**X-ray form factors of 4p and 5p atoms: test for row breaks**

The table holds coherent X-ray scattering factors at four values of sin θ/λ and the sum of mean square radii for nine neutral 4p and 5p atoms, from non-relativistic configuration-average Hartree-Fock at the basis limit. The program tests the rows In to Xe against polynomials in Z and finite differences, and compares the table with the Thomas-Fermi atom, the small-s expansion, a Gaussian sum over shells (As, Sn, I) and screened hydrogenic 1s, 2s and 2p terms. No 5p row breaks the trend of f: fourth differences stay within rounding, and the estimated offset at Sb is at most 0.0012 electron, with a rounding bound of 0.0016 on that estimate. The slope at s = 6.0 Å⁻¹ rises from 0.029 to 0.064 electron per Z between the blocks, while the hydrogenic sum gives 0.028 and 0.050 and falls short by up to 0.140 electron at Xe.

B-spline radial code 1, non-relativistic Hartree-Fock for neutral, spherical 4p- and 5p-block atoms, with configuration average, point nucleus and basis-set limit. f(s) is the coherent X-ray scattering factor of the spherical density, with s = sin θ/λ in Å⁻¹; Σ<r²> is summed over all electrons.

## Analysis program

```python
# Table: coherent X-ray form factors f(s) and sum<r^2> of 4p and 5p atoms; B-spline radial code, non-relativistic
# configuration-average Hartree-Fock. Tested: row breaks against polynomials in Z and rounding, Thomas-Fermi
# scaling, small-s expansion, Gaussian shell sum, screened hydrogenic 1s+2s+2p at s = 6.
T = {
    'ion': ['Ge', 'As', 'Kr', 'In', 'Sn', 'Sb', 'Te', 'I', 'Xe'],
    'Z': [32, 33, 36, 49, 50, 51, 52, 53, 54],
    'configuration': ['[Ar] 3d10 4s2 4p2', '[Ar] 3d10 4s2 4p3', '[Ar] 3d10 4s2 4p6', '[Kr] 4d10 5s2 5p1', '[Kr] 4d10 5s2 5p2', '[Kr] 4d10 5s2 5p3', '[Kr] 4d10 5s2 5p4', '[Kr] 4d10 5s2 5p5', '[Kr] 4d10 5s2 5p6'],
    'f_0_3': [22.112, 22.691, 24.392, 33.993, 34.721, 35.379, 35.983, 36.555, 37.111],  # electrons
    'f_0_35': [20.538, 21.156, 22.763, 31.446, 32.214, 32.921, 33.568, 34.163, 34.719],  # electrons
    'f_0_5': [16.188, 16.949, 18.82, 25.254, 25.926, 26.614, 27.301, 27.971, 28.613],  # electrons
    'f_6_0': [1.004, 1.033, 1.118, 1.635, 1.693, 1.754, 1.818, 1.884, 1.954],  # electrons
    'r2': [42.17, 42.05, 39.53, 61.5, 63.68, 64.23, 64.04, 63.46, 62.65],  # bohr²
}
import numpy as np
from scipy.constants import physical_constants as pc
from scipy.integrate import solve_ivp, simpson
ion = list(T['ion']); Z = np.array(T['Z'], float); r2 = np.array(T['r2'], float)
K = ['f_0_3', 'f_0_35', 'f_0_5', 'f_6_0']; S = np.array([0.3, 0.35, 0.5, 6.0])
F = np.array([T[k] for k in K], float); q = 4*np.pi*S*pc['Bohr radius'][0]*1e10
fm = lambda a, d=3: ' '.join(f'{x:.{d}f}' for x in a)
ix = ion.index; b5 = Z > 40; nm = [f'f({s})' for s in S] + ['r2']; half = [5e-4]*4 + [5e-3]
print('q [1/bohr] at s=0.3,0.35,0.5,6.0:', fm(q, 2))
print('steps per Z (e or bohr^2): Ge-As, As-Kr/3 | In..Xe | mean slope 4p, 5p')
for n, y in zip(nm, list(F) + [r2]):
    st = np.diff(y)/np.diff(Z)
    print(f' {n}:', fm(st[:2]), '|', fm(st[3:]), '|', fm([(y[2]-y[0])/4, (y[8]-y[3])/5]))
print('In..Xe: max|res| degree 1,2,3 (row of worst cubic) | 4th diffs, bound | Sb offset -D5/10, bound')
for n, y, h in zip(nm, list(F) + [r2], half):
    z = Z[b5] - 51.5; R = [y[b5] - np.polyval(np.polyfit(z, y[b5], d), z) for d in (1, 2, 3)]
    print(f' {n}:', fm([abs(r).max() for r in R], 4), ion[3 + int(abs(R[2]).argmax())], '|',
          fm(np.diff(y[b5], 4)), f'{16*h:.3f} | {-np.diff(y[b5], 5)[0]/10:.4f} {3.2*h:.4f}')
# Thomas-Fermi equation in t = sqrt(x), standard initial slope
t = np.linspace(0, np.sqrt(40), 20001)
ph = np.clip(solve_ivp(lambda u, y: [2*u*y[1], 2*max(y[0], 0)**1.5], (0, t[-1]), [1, -1.588071022611375],
             method='DOP853', rtol=1e-12, atol=1e-14, t_eval=t).y[0], 0, None)
tf = lambda k: simpson(2*t**2*ph**1.5*np.sinc(k*t**2/np.pi), x=t)
TF = np.array([[z*tf(a*(9*np.pi**2/128)**(1/3)*z**(-1/3)) for z in Z] for a in q])
print(f'TF charge inside x=40: {tf(0):.4f}; TF mean slope In..Xe [e/Z]:', fm((TF[:, 8]-TF[:, 3])/5))
print('row: f/Z at 4 s | (TF-table)/table % | N-q^2 r2/6 at s=0.3 [e]')
for i in range(len(Z)):
    print(f' {ion[i]}:', fm(F[:, i]/Z[i], 4), '|', fm(100*(TF[:, i]/F[:, i]-1), 1), f'| {Z[i]-q[0]**2*r2[i]/6:.1f}')
Q = q[3]; f1 = lambda z: 2/(1+(Q/2/z)**2)**2
f2s = lambda z: 2*(1-(Q/z)**2)*(1-2*(Q/z)**2)/(1+(Q/z)**2)**4
f2p = lambda z: 6*(1-(Q/z)**2)/(1+(Q/z)**2)**4
print(f's=6, Slater screening 0.30/4.15; 2p changes sign at Z={Q+4.15:.1f}: 1s 2s 2p | table-1s, table-sum [e]')
M = np.array([f1(Z-0.30), f2s(Z-4.15), f2p(Z-4.15)])
for i in range(len(Z)):
    print(f' {ion[i]}:', fm(M[:, i]), '|', fm([F[3, i]-M[0, i], F[3, i]-M[:, i].sum()]))
print(' slope per Z 4p, 5p: 1s', fm([(M[0, 2]-M[0, 0])/4, (M[0, 8]-M[0, 3])/5]),
      '| sum', fm([(M[:, 2]-M[:, 0]).sum()/4, (M[:, 8]-M[:, 3]).sum()/5]))
# typed from further outputs of the same runs: orbital <r^2> [bohr^2], occupations, <1/r> of 1s, 2s, 2p
O = {'As': ([.002879, .04996, .03907, .4221, .4511, .5563, 4.727, 7.716], [2, 2, 6, 2, 6, 10, 2, 3], [32.505, 7.192, 7.135]),
     'Sn': ([.001238, .02024, .01530, .1403, .1356, .1164, .8165, .9281, 1.3767, 7.632, 12.527],
            [2, 2, 6, 2, 6, 10, 2, 6, 10, 2, 2], [49.475, 11.331, 11.306]),
     'I': ([.001100, .01786, .01346, .1213, .1163, .09783, .6664, .7370, .9715, 4.972, 7.201],
           [2, 2, 6, 2, 6, 10, 2, 6, 10, 2, 5], [52.471, 12.065, 12.045])}
print('Gaussian shell sum minus table at s=0.3,0.35,0.5 | s=6 table-sum, exponents from <1/r> | r2 last 3 shells, rest')
G = {}
for k, (r, n, v) in O.items():
    r = np.array(r); n = np.array(n); G[k] = n*np.exp(-np.outer(q[:3]**2, r)/6)
    print(f' {k}:', fm(G[k].sum(1)-F[:3, ix(k)], 2), f'| {F[3, ix(k)]-f1(v[0])-f2s(4*v[1])-f2p(4*v[2]):.3f} |',
          fm((n*r)[-3:], 2), f'{(n*r)[:-3].sum():.2f}')
D = G['I'] - G['Sn']
for j in range(3):
    print(f' Sn->I gain s={S[j]}: table {F[j, ix("I")]-F[j, ix("Sn")]:.2f}, model {D[j].sum():.2f};',
          'n<=3, n=4, n=5:', fm([D[j, :6].sum(), D[j, 6:9].sum(), D[j, 9:].sum()], 1))
# typed from further outputs: computed and measured ionisation energies In..Xe [eV]
print('IE steps In..Xe [eV] computed:', fm(np.diff([5.191, 6.418, 7.669, 8.960, 10.297, 11.685]), 2),
      '| measured:', fm(np.diff([5.786, 7.344, 8.608, 9.010, 10.451, 12.130]), 2))
assert (np.diff(F, axis=1) > 0).all()
assert abs(np.diff(F[:, b5], 4, axis=1)).max() <= 16*5e-4 + 1e-9
assert ion[int(r2.argmax())] == 'Sb' and r2[ix('Ge')] > r2[ix('As')] > r2[ix('Kr')]
assert (F[3, 8]-F[3, 3])/5 > 1.5*(F[3, 2]-F[3, 0])/4
```

Running it gives:

```
q [1/bohr] at s=0.3,0.35,0.5,6.0: 1.99 2.33 3.32 39.90
steps per Z (e or bohr^2): Ge-As, As-Kr/3 | In..Xe | mean slope 4p, 5p
 f(0.3): 0.579 0.567 | 0.728 0.658 0.604 0.572 0.556 | 0.570 0.624
 f(0.35): 0.618 0.536 | 0.768 0.707 0.647 0.595 0.556 | 0.556 0.655
 f(0.5): 0.761 0.624 | 0.672 0.688 0.687 0.670 0.642 | 0.658 0.672
 f(6.0): 0.029 0.028 | 0.058 0.061 0.064 0.066 0.070 | 0.029 0.064
 r2: -0.120 -0.840 | 2.180 0.550 -0.190 -0.580 -0.810 | -0.660 0.230
In..Xe: max|res| degree 1,2,3 (row of worst cubic) | 4th diffs, bound | Sb offset -D5/10, bound
 f(0.3): 0.0810 0.0128 0.0005 Sb | 0.006 -0.006 0.008 | 0.0012 0.0016
 f(0.35): 0.0930 0.0065 0.0013 Sn | 0.007 0.005 0.008 | 0.0002 0.0016
 f(0.5): 0.0204 0.0110 0.0007 I | 0.001 0.005 0.008 | -0.0004 0.0016
 f(6.0): 0.0049 0.0004 0.0003 Te | -0.001 0.003 0.008 | -0.0004 0.0016
 r2: 1.4100 0.3982 0.0852 Sn | -0.540 -0.190 0.080 | -0.0350 0.0160
TF charge inside x=40: 0.9961; TF mean slope In..Xe [e/Z]: 0.777 0.737 0.630 0.055
row: f/Z at 4 s | (TF-table)/table % | N-q^2 r2/6 at s=0.3 [e]
 Ge: 0.6910 0.6418 0.5059 0.0314 | -8.3 -8.7 -6.8 -3.7 | 4.0
 As: 0.6876 0.6411 0.5136 0.0313 | -7.4 -8.1 -7.6 -2.1 | 5.1
 Kr: 0.6776 0.6323 0.5228 0.0311 | -4.7 -5.4 -7.4 2.8 | 9.8
 In: 0.6937 0.6418 0.5154 0.0334 | -2.5 -1.8 0.3 10.2 | 8.2
 Sn: 0.6944 0.6443 0.5185 0.0339 | -2.4 -1.9 0.1 9.6 | 7.8
 Sb: 0.6937 0.6455 0.5218 0.0344 | -2.0 -1.8 -0.1 8.9 | 8.4
 Te: 0.6920 0.6455 0.5250 0.0350 | -1.5 -1.5 -0.3 8.0 | 9.5
 I: 0.6897 0.6446 0.5278 0.0355 | -0.9 -1.0 -0.4 7.2 | 10.9
 Xe: 0.6872 0.6429 0.5299 0.0362 | -0.3 -0.5 -0.4 6.2 | 12.4
s=6, Slater screening 0.30/4.15; 2p changes sign at Z=44.0: 1s 2s 2p | table-1s, table-sum [e]
 Ge: 1.026 0.075 -0.073 | -0.022 -0.025
 As: 1.062 0.072 -0.076 | -0.029 -0.025
 Kr: 1.161 0.056 -0.078 | -0.043 -0.021
 In: 1.467 -0.024 0.122 | 0.168 0.071
 Sn: 1.483 -0.026 0.153 | 0.210 0.083
 Sb: 1.500 -0.028 0.186 | 0.254 0.096
 Te: 1.515 -0.029 0.221 | 0.303 0.110
 I: 1.530 -0.029 0.259 | 0.354 0.124
 Xe: 1.544 -0.028 0.298 | 0.410 0.140
 slope per Z 4p, 5p: 1s 0.034 0.016 | sum 0.028 0.050
Gaussian shell sum minus table at s=0.3,0.35,0.5 | s=6 table-sum, exponents from <1/r> | r2 last 3 shells, rest
 As: 0.07 -0.02 -0.43 | -0.019 | 5.56 9.45 23.15 3.89
 Sn: 0.18 0.18 0.44 | 0.105 | 13.77 15.26 25.05 9.59
 I: 0.47 0.45 0.40 | 0.153 | 9.71 9.94 36.00 7.79
 Sn->I gain s=0.3: table 1.83, model 2.12; n<=3, n=4, n=5: 0.2 1.8 0.1
 Sn->I gain s=0.35: table 1.95, model 2.22; n<=3, n=4, n=5: 0.3 1.9 0.0
 Sn->I gain s=0.5: table 2.05, model 2.01; n<=3, n=4, n=5: 0.5 1.5 0.0
IE steps In..Xe [eV] computed: 1.23 1.25 1.29 1.34 1.39 | measured: 1.56 1.26 0.40 1.44 1.68
```
